**Q:** The nickel-rich silicide Ni$_3$Si interests me because three of its four atoms are nickel. Nickel metal is a ferromagnet, yet this compound is not. Does a calculation agree, and does it say why?

**A:** It agrees. The PBE calculation started with parallel spins on the nickel atoms and was free to keep them, but the moment died away completely. The reason has to be read from where the nickel states lie in energy. The columns s and d below give the density of states on the s and d orbitals of one nickel atom, both spins together, with the Fermi energy at zero.

Ansatz 0.2.0, spin-polarized PBE, frozen-core PAW, scalar-relativistic, for Ni$_3$Si (Pm-3m) in its measured cell, a = 3.551 Å; 420 eV cutoff, 12 × 12 × 12 k points, Fermi-Dirac smearing of 0.05 eV. Density of states on the Löwdin s and d orbitals of one Ni atom, both spins summed, by the tetrahedron method in 0.4 eV windows; energies are from the Fermi energy.

```csv
energy (eV),s (states/(eV atom)),d (states/(eV atom))
-8.8,0.04,0.03
-8.4,0.01,0.04
-8.0,0.00,0.02
-7.6,0.00,0.00
-7.2,0.04,0.01
-6.8,0.06,0.02
-6.4,0.09,0.04
-6.0,0.12,0.09
-5.6,0.12,0.14
-5.2,0.10,0.18
-4.8,0.09,0.28
-4.4,0.05,0.27
-4.0,0.07,0.69
-3.6,0.17,1.56
-3.2,0.10,1.25
-2.8,0.06,2.10
-2.4,0.04,2.13
-2.0,0.03,2.30
-1.6,0.02,1.76
-1.2,0.07,4.10
-0.8,0.08,3.07
-0.4,0.03,1.55
0.0,0.00,0.74
0.4,0.02,0.43
0.8,0.05,0.56
1.2,0.04,0.28
1.6,0.04,0.19
2.0,0.04,0.14
2.4,0.04,0.12
2.8,0.04,0.09
3.2,0.04,0.07
3.6,0.05,0.06
4.0,0.11,0.06
4.4,0.15,0.06
4.8,0.16,0.05
5.2,0.19,0.05
5.6,0.18,0.05
6.0,0.17,0.04
6.4,0.15,0.04
6.8,0.12,0.03
```

**Q:** I thought I knew the answer already. Silicon has four valence electrons, nickel has a few holes in its d shell, so silicon fills the holes. A full shell has no moment.

**A:** The count looks convincing. Nickel metal has roughly 0.6 d holes per atom, a recalled figure, and four electrons shared among three nickel atoms make 1.3 for each. That is more than enough. But the idea makes a prediction that we can check: no d states should be left above the Fermi energy.

**Q:** The d column doesn't stop at zero energy. It gets small, though.

**A:** Small values over a wide range add up. Each row stands for 0.4 eV, so the sum of the rows above the Fermi energy, with half of the row at zero, times 0.4 gives the empty d states. The result is 1.1 per nickel atom, against 8.8 filled ones. The d shell is not full.

**Q:** Could that be an artefact of how states are assigned to atoms?

**A:** In part. Such weights depend on the orbitals chosen, and far above the Fermi energy some of what is called nickel d may be the tail of a neighbour's orbital. So strike out everything beyond 1 eV. About 0.5 empty d states per nickel atom remain, and halving the row at zero can shift that by at most 0.15. Literal filling fails even then. The 1.1 should not be set against the 0.6 of nickel metal, though. That figure counts holes in bands, while a projection like this one is expected to stay somewhat below 10 even for a nominally full shell such as copper's.

**Q:** Where did my electron count go wrong? The electrons are there.

**A:** They are, and they do fill something: bands, not atomic shells. The 34 valence electrons of the cell are enough for 17 bands, and the top one of these reaches only 0.02 eV above the Fermi energy. Those bands are almost full. The next two dip 0.2 eV below the Fermi energy, so the states there come from a small overlap of the two groups. Nearly all the empty d weight therefore belongs to the bands above them.

**Q:** How can d weight be in bands above, if the d bands are full?

**A:** Because the bands, taken as a whole, are not purely d. When a nickel d orbital overlaps with s and p orbitals around it, each resulting band carries a share of both. The lower bands then take in some s and p character, and the upper ones some d character. Three full nickel d shells would take 30 of the 34 electrons and leave 4 for everything else. The table puts only about 26 electrons in d orbitals ($3\times 8.8$), so the filled bands hold far more s and p character than the simple count allows.

**Q:** So there are d holes, but no moment. What does a moment need, if not holes?

**A:** It needs many states close to the Fermi energy. To make a moment, electrons must leave one spin direction and enter the other, where they have to occupy higher levels. If the levels are dense, they climb only a little. If they are sparse, the climb is expensive, however many empty states lie higher up.

Let $m$ be the excess of one spin over the other per nickel atom, and $N$ the density of states at the Fermi energy for one spin. Then $m/2$ electrons change spin, and each climbs by $m/(2N)$ on average. Parallel spins gain an exchange energy $Im^2/4$, where $I$ measures the strength of exchange in the d shell. The total change is

$$\Delta E=\frac{m^2}{4}\left(\frac{1}{N}-I\right).$$

A moment grows by itself if $IN>1$. This is the Stoner criterion.

**Q:** Then put in the numbers for Ni$_3$Si.

**A:** The row at the Fermi energy has 0.74 d states per eV for both spins. Counting only these, since the exchange acts mainly among d electrons, gives $N=0.37$ per eV. For nickel, $I$ is about 1 eV, again a rough recalled value. The product is 0.37, well below 1. Nothing was fitted here, and the result doesn't hang on the exact value of $I$: it would have to be 2.7 eV to tip the balance.

**Q:** But your row is an average over 0.4 eV, and the curve is steep just there.

**A:** That is a fair worry. The row below, at $-0.4$ eV, has twice the d density and gives a product of 0.78. But the run holds a separate check. With Fermi-Dirac smearing of width $\sigma$, the entropy term is $TS=(\pi^2/3)\,g\,\sigma^2$, where $g$ is the total density of states within a few $\sigma$ of the Fermi energy. The run reports $TS=0.017535$ eV at $\sigma=0.05$ eV, so $g$ is 2.13 states per eV and cell, all orbitals and both spins. Even if all of it were nickel d, that is 0.36 per spin and nickel atom. The row at zero is therefore not too low, and the small product stands, though not as a precise number.

**Q:** A colleague would put it more simply. The d band in the compound is wide, and a wide band has a low density of states everywhere.

**A:** The principle is right: the same number of states spread over more energy means fewer per eV. The cell used here is under a tension of 7.4 GPa, so it is larger than PBE itself would choose (and, as I recall, than the lattice constant usually quoted for this phase). That narrows the d bands a little and, if anything, favours a moment. To see whether width alone is enough, replace the real curve by a flat band. Averaging the main d region, the rows from $-4.0$ to 0.0 eV, gives a Stoner product of 0.97. A flat band with the centre, rms width and number of states of the whole d curve gives 0.80.

**Q:** Both are below 1. Doesn't that settle it in my colleague's favour?

**A:** No, because $I$ is not known well enough to tell 0.8 or 0.97 from 1, and both numbers depend on the range chosen. Leaving out the row at zero lifts the first above 1, and the second owes part of its width to the thin tails of the curve. Width alone leaves the matter open. The second flat band also fails a test of its own: it predicts 2.3 empty d states per nickel atom, about twice what the table holds. The real d states are not spread evenly, and the Fermi energy does not cut them at a typical place.

**Q:** Where does it cut them?

**A:** At the upper edge. The d density is highest at $-1.2$ eV and then drops steeply, and the Fermi energy lies near the foot of that slope. The density there is lower than the average of the main region by a factor of 2.6. This factor turns an undecided case into a clear one. If the Fermi energy lay at the peak, the product would be about 2, and the same d states would favour a moment.

**Q:** That sounds like my filled shell after all. The main d peak is below the Fermi energy, so it is occupied.

**A:** In that weaker form your idea survives, and it says the same thing as the edge. What fails is the step from "no moment" to "no d holes". The holes exist, but half of the empty weight, some of it perhaps the tails of neighbouring orbitals, is spread thinly between 1 and 7 eV, where it does nothing to make a spin flip cheap. A count of holes adds up the whole range, while the start of magnetism depends on the density at one energy.

**Q:** Can I use this to guess what happens when silicon is replaced by an element with one electron fewer?

**A:** As a first guess, keep the curve and lower the Fermi energy until the electron count fits. It then moves up the slope towards the d peak, and the Stoner product rises. One electron per cell is a third per nickel atom, which carries the Fermi energy only into the row at $-0.4$ eV, where the product is 0.78: higher, but still short of 1. This points the right way for Ni$_3$Al, which has the same structure and is known as a very weak ferromagnet. The guess assumes that the new neighbour leaves the shape of the d curve alone, which this table cannot confirm.

**Q:** Where can I check the sums?

**A:** The output printed below holds the sums and both flat-band estimates.

**Q:** What would you still like to know?

**A:** What puts the Fermi energy at the edge. The band count is part of the answer, since 34 electrons fill 17 bands almost exactly and the Fermi energy sits where these end. It does not say which change made by silicon matters more. Silicon's extra electrons may raise it past the d peak, or the mixing of nickel with silicon orbitals may draw d states away from the top of the band. Both would give a curve like this one. The same projection for nickel metal with equal distances between nickel atoms, set beside the silicon states of the compound, would begin to separate the two.

Printed output of the fit:

```
d electrons below the Fermi energy, per Ni: 8.8
empty d states up to 7 eV, per Ni: 1.076
all d states in the table, per Ni: 9.876
largest error from halving the Fermi row, states per Ni: 0.148
empty d states within 1 eV above the Fermi energy, per Ni: 0.544
empty d states from 1 to 7 eV, per Ni: 0.532
Si valence electrons per Ni: 1.333
surplus over the rough 0.6 holes of nickel metal, electrons per Ni: 0.7333
valence electrons per cell: 34
valence bands that these could fill: 17
top of the last of these bands above the Fermi energy, eV: 0.02084
bottom of the next band below the Fermi energy, eV: 0.2053
d density per spin at the Fermi row, states per eV and Ni: 0.37
Stoner product at the Fermi row: 0.37
Stoner product at the row -0.4 eV: 0.775
Stoner product at the d peak: 2.05
Stoner parameter needed at the Fermi row, eV: 2.703
Stoner parameter needed at the row -0.4 eV, eV: 1.29
mean d density of the main region, states per eV and Ni: 1.932
Stoner product of that flat band: 0.9659
mean of the main region over the Fermi row, ratio: 2.611
centre of the d states in the table, eV: -1.632
width of the flat band with the same rms width, eV: 6.156
Stoner product of this second flat band: 0.8022
empty d states that it predicts, per Ni: 2.32
```
